**Problem.** The table lists magnetic-dipole (M1) lines of Sm15+ from a relativistic CI calculation in order of falling wavelength λ, with the decay rate A and the branching, the share of that line in the total decay of the upper level. Rows are counted from 0; rows 1, 3, 4, 8 and 11 are withheld.

Sm15+ with closed core [Ar] 3d10 4s2, computed with radial Dirac CI 1: relativistic CI on Dirac orbitals in exchange-only KLI potentials optimised for each configuration, with zero-frequency Breit and model QED terms, unscaled Slater integrals and no correlation estimate. Wavelengths are in vacuum; branching counts E1, M1, E2, M2 and E3 decays within the model space.

```
        line upper          line lower  line type  line wavelength (nm)  line einstein a (s⁻¹)  line branching (%)
4p6 4d9 4f2 4K15/2  4p6 4d9 4f2 4K17/2         M1                 11928                0.01863                 100
4p6 4d9 4f2 4K13/2  4p6 4d9 4f2 4K15/2         M1                     ?                      ?                   ?
4p6 4d10 4f 2Fo7/2  4p6 4d10 4f 2Fo5/2         M1                1599.7                  2.820                 100
4p6 4d9 4f2 4H13/2  4p6 4d9 4f2 4K13/2         M1                     ?                      ?                   ?
4p6 4d9 4f2 4H13/2  4p6 4d9 4f2 4G11/2         M1                     ?                      ?                   ?
4p6 4d9 4f2 4K11/2  4p6 4d9 4f2 4K13/2         M1                920.59                  21.57                 2.2
4p6 4d9 4f2 4I13/2  4p6 4d9 4f2 4K11/2         M1                883.50                  11.29                23.1
4p6 4d9 4f2 2I13/2  4p6 4d9 4f2 4H13/2         M1                666.58                  3.916                 6.9
4p6 4d9 4f2 4I13/2  4p6 4d9 4f2 4H13/2         M1                     ?                      ?                   ?
4p6 4d9 4f2 4I11/2  4p6 4d9 4f2 4I13/2         M1                629.68                  55.58                11.2
4p6 4d9 4f2 4K11/2  4p6 4d9 4f2 4K13/2         M1                627.98                  50.72                 4.9
4p6 4d9 4f2 4I15/2  4p6 4d9 4f2 4H13/2         M1                     ?                      ?                   ?
```

**(a) What sets an M1 rate, and how far can the LS labels be trusted?**

*Solution.* A magnetic dipole radiates at the rate A = C·S/(gλ³), with g = 2J+1 of the upper level, C = 2.697×10¹⁰ s⁻¹ nm³ and the line strength S in μB². The operator L + 2Σ (Σ the total spin) has no radial part, so in pure LS coupling it only reorients L against Σ and joins neighbouring J of one term. With J the larger value, S = [J²−(L−Σ)²][(L+Σ+1)²−J²]/(4J), and S vanishes if L or Σ changes. The simpler system is an electron spin flipping in a magnetic field, whose rate is a fixed angular factor times the cube of the gap. The analogy holds only while each level is one pure term.

The 4f doublet of row 2 is such a case, and nothing is fitted to it. With L = 3, Σ = 1/2 and J = 7/2, the rate follows in two steps.

S = (12.25−6.25)(20.25−12.25)/14 = 3.43

A = 2.697×10¹⁰ × 3.43/(8 × 1599.7³) = 2.82 s⁻¹

The tabulated rate lies 0.14% below the formula. This checks the angular algebra, which the calculation shares, and not the computed wavelength. In 4d9 4f2 the fixed angular factor is lost. The four same-term lines keep only 0.24 to 0.84 of the LS strength, while two LS-forbidden lines carry 4.0 and 0.6 μB². Theory ascribes this to spin-orbit mixing of terms of equal J, which shares the strength out, and the term weights of the run agree. The 4K term makes up 99% of the 17/2 level and 85% of the 15/2 level, and the product, 0.84, is the ratio found for row 0. It makes up only 29% of the upper level of row 5, where the label is nominal.

**(b) Predict the withheld rows from the known ones.**

*Solution.* The wavelength ranges come from the order of the list, not from physics, and the lower end for row 11 is a guess from the largest known step below 1000 nm. The Landé interval rule would put row 1 near 13500 nm, against that order, so it is forecast to fail. For row 1, S is the LS value 29.5 times the geometric mean 0.36 of the same-term ratios. For forbidden lines, S is the geometric mean of rows 6 and 7 alone, with their range widened twofold each way.

The total rate, A divided by branching, climbs with falling upper J in the known 4d9 4f2 rows, from 0.019 s⁻¹ at 15/2 through about 50 at 13/2 to 500–1035 at 11/2. Selection rules suggest why. With the multipoles counted, up to E3, a 15/2 level cannot reach the 4f levels, a 13/2 level reaches one of them by E3, and an 11/2 level can decay by M2 as well. Other M1 lines also enter these totals. The forecast for upper J = 13/2 is 53 s⁻¹ within 16–170, and rows 1, 3 and 4 probably lie low and may fall below that range.

| row | λ, nm | S, μB² | A, s⁻¹ | branching, % |
|---|---|---|---|---|
| 1 | 1600–11928 (4370) | 7–29 (11, leaning high) | 0.008–14 (0.25) | below 100 (0.5) |
| 3, 4 | 921–1600 | 0.3–8 | 0.14–20 (1.7) | (3) |
| 8 | 630–667 | 0.3–8 | 2–62 (11) | (21) |
| 11 | 474–628 | 0.3–8 | 2–128 (16) | 10–70 (30, a guess) |

Centres stand in brackets, and those of the branching are weakly constrained. Three sharper forecasts hold only if repeated labels denote the same levels. Rows 3 and 4 then share one total, and row 8 has the total of row 6, 49 s⁻¹, hence A below 38. The energies close a loop, E3 + E8 = E5 + E6 ≈ 22180 cm⁻¹, which confines row 3 to 1393–1587 nm. Row 10 carries the same labels as row 5, but in its place it would put row 3 below 921 nm, against the order of the list.

**(c) Compare with the computed values and explain hits and misses.**

The withheld rows as computed:

```
        line upper          line lower  line type  line wavelength (nm)  line einstein a (s⁻¹)  line branching (%)
4p6 4d9 4f2 4K13/2  4p6 4d9 4f2 4K15/2         M1                4254.4                 0.5527                80.4
4p6 4d9 4f2 4H13/2  4p6 4d9 4f2 4K13/2         M1                1517.6                 0.1264                 3.8
4p6 4d9 4f2 4H13/2  4p6 4d9 4f2 4G11/2         M1                1499.5                  3.157                94.9
4p6 4d9 4f2 4I13/2  4p6 4d9 4f2 4H13/2         M1                641.37                  3.375                 6.9
4p6 4d9 4f2 4I15/2  4p6 4d9 4f2 4H13/2         M1                584.65                  8.125                36.8
```

*Solution.* All five wavelengths fall inside their ranges, which credits only the ordering, and the near hit of row 1 at 4254 nm is luck. The Landé rule fails, since the gap of row 1 is 2.8 times that of row 0 instead of 0.88. That ratio is fragile, because with unscaled Slater integrals and no correlation estimate a few hundred cm⁻¹ of error would change the 838 cm⁻¹ gap greatly. The three conditional forecasts hold, and the loop closes to 0.2 cm⁻¹, so within those four rows each repeated label denotes one level. This does not hold for the whole table: rows 5 and 10 both name 4K11/2 as the upper level, but their totals of about 980 and 1035 s⁻¹ differ beyond rounding, so these are two levels.

Four of the five rates fall inside their wide ranges, within a factor of about 3 of the centres. Row 1 keeps 0.75 of the LS strength, high as forecast. Row 3 misses, at 0.08 of the centre, of which λ³ gives a factor 0.51 and S the rest. One pooled S, which tied with the LS classes on the known rows, does worse on every withheld row except row 4.

A pattern among the forbidden lines was not foreseen. The three with ΔJ = 0 (rows 3, 7, 8) have S of 0.23 to 0.60 μB², and the three with ΔJ = ±1 have 0.96 to 5.5. Theory offers a reason. At fixed J the operator is diagonal in LS terms and proportional to the Landé factor, so between two orthogonal mixed levels only differences of Landé factors survive, whereas a ΔJ = ±1 line draws on every shared term, weighted by its amplitudes in both levels, and no such rule forces these parts to cancel. Six lines suggest this rule for neighbouring lines without proving it.

The largest misses are the totals: 0.69 s⁻¹ for row 1 and 3.3 for rows 3 and 4, far below the range, with only row 8 inside. A shortfall was allowed for, but not its size, and it wrecks the branching centres of rows 1 and 4. Row 3 comes near its branching centre only because its rate and its total miss by similar factors, and the 6.9% of row 8 is a third of its centre because its rate is low. Rows 3 and 4 together take 98.7% of the decay of 4H13/2, so a common E3 rate does not set the 13/2 totals. Row 11 breaks the ordering by J as well, since this 15/2 level decays at 22 s⁻¹.

Height in the configuration matters more than J among the 13/2 and 15/2 levels. Row 8 places 4I13/2 about 15600 cm⁻¹ (10⁷/641.4 nm) above 4H13/2, and its total is 49 s⁻¹ against 3.3. The argued cause is that a higher level has more M1 partners at shorter λ, while a low one sends most of its decay through one or two slow lines. The 11/2 levels are different. In the same run 4G11/2 lies just below 4K13/2, yet it lives 0.37 ms against 1.5 s, which points to M2 decay to the 4f levels. All totals count only decays inside the model space, and those to the 4f levels inherit the possible error of several ten thousand cm⁻¹ between different f counts. The row-by-row comparison is in the output below.

The analysis program printed:

```
C = 2.6974e+10 s-1 nm3 per muB2; rounding of A up to 0.03%
known row, line, E cm-1, S muB2, S(LS), S/S(LS), total rate s-1 +- rounding
0 4K15/2-4K17/2 838 18.75 22.24 0.843 0.01863 +-9e-06
2 2Fo7/2-2Fo5/2 6251 3.42 3.43 0.999 2.82 +-0.001
5 4K11/2-4K13/2 10863 7.49 22.15 0.338 980.5 +-2e+01
6 4I13/2-4K11/2 11319 4.04 0.00 LS-forbidden 48.87 +-0.1
7 2I13/2-4H13/2 15002 0.60 0.00 LS-forbidden 56.75 +-0.4
9 4I11/2-4I13/2 15881 6.17 25.38 0.243 496.3 +-2
10 4K11/2-4K13/2 15924 5.59 22.15 0.252 1035 +-1e+01
row 2: LS rate 2.824 s-1, table/LS -0.14%, zeta(4f) = E/3.5 = 1786 cm-1
slope of ln gA on ln lambda -2.41 (M1 -3, E2 -5); row 9/row 0: A x2983, lambda^-3 x6797
same-term S/S(LS): mean 0.36, 0.24-0.84; forbidden S: mean 1.56; pooled S 4.77
leave-one-out rms factor in S (4f2 rows): LS classes 3.41, pooled 3.48; worst row 7
largest known wavelength step below 1000 nm x1.33; Lande rule for row 1: 13518 nm
  row 1 4K13/2-4K15/2 lambda nm: predicted 4368 (1600-1.193e+04), computed 4254, x0.97, inside
  S muB2: predicted 10.72 (7.166-29.47), computed 22.09, x2.06, inside; pooled x4.63; S/S(LS) 0.75
  A s-1: predicted 0.2477 (0.008136-13.87), computed 0.5527, x2.23, inside; lambda^3 part x1.08
  total s-1: predicted 52.67 (16.29-170.3), computed 0.6874, x0.01, outside; branching 0.5% vs 80.4%
  row 3 4H13/2-4K13/2 lambda nm: predicted 1214 (920.6-1600), computed 1518, x1.25, inside
  S muB2: predicted 1.56 (0.301-8.082), computed 0.2293, x0.15, outside; pooled x0.05
  A s-1: predicted 1.682 (0.1417-19.96), computed 0.1264, x0.08, outside; lambda^3 part x0.51
  total s-1: predicted 52.67 (16.29-170.3), computed 3.326, x0.06, outside; branching 3.2% vs 3.8%
  row 4 4H13/2-4G11/2 lambda nm: predicted 1214 (920.6-1600), computed 1500, x1.24, inside
  S muB2: predicted 1.56 (0.301-8.082), computed 5.525, x3.54, inside; pooled x1.16
  A s-1: predicted 1.682 (0.1417-19.96), computed 3.157, x1.88, inside; lambda^3 part x0.53
  total s-1: predicted 52.67 (16.29-170.3), computed 3.327, x0.06, outside; branching 3.2% vs 94.9%
  row 8 4I13/2-4H13/2 lambda nm: predicted 647.9 (629.7-666.6), computed 641.4, x0.99, inside
  S muB2: predicted 1.56 (0.301-8.082), computed 0.4622, x0.30, inside; pooled x0.10
  A s-1: predicted 11.05 (1.958-62.37), computed 3.375, x0.31, inside; lambda^3 part x1.03
  total s-1: predicted 52.67 (16.29-170.3), computed 48.91, x0.93, inside; branching 21.0% vs 6.9%
  row 11 4I15/2-4H13/2 lambda nm: predicted 545.5 (473.8-628), computed 584.6, x1.07, inside
  S muB2: predicted 1.56 (0.301-8.082), computed 0.9631, x0.62, inside; pooled x0.20
  A s-1: predicted 16.2 (2.049-128.1), computed 8.125, x0.50, inside; lambda^3 part x0.81
  branching %: predicted 30 (10-70), computed 36.8, x1.23, inside; total 22.08 s-1
tests that repeated labels are the same levels:
  totals rows 3, 4: 3.326 +-0.04, 3.327 +-0.002 s-1; branching sum 98.7%
  totals rows 6, 8: 48.87, 48.91 +-0.4 s-1; bound on A(8) 37.6, computed 3.375
  E5+E6 22181, E3+E8 22181, difference -0.2 cm-1; E10+E6 27243
  loop range for row 3: 1393 to 1587 nm, computed 1517.6
  E4-E3 80 cm-1; E1 2351, E1/E0 2.80 (Lande 0.88)
```
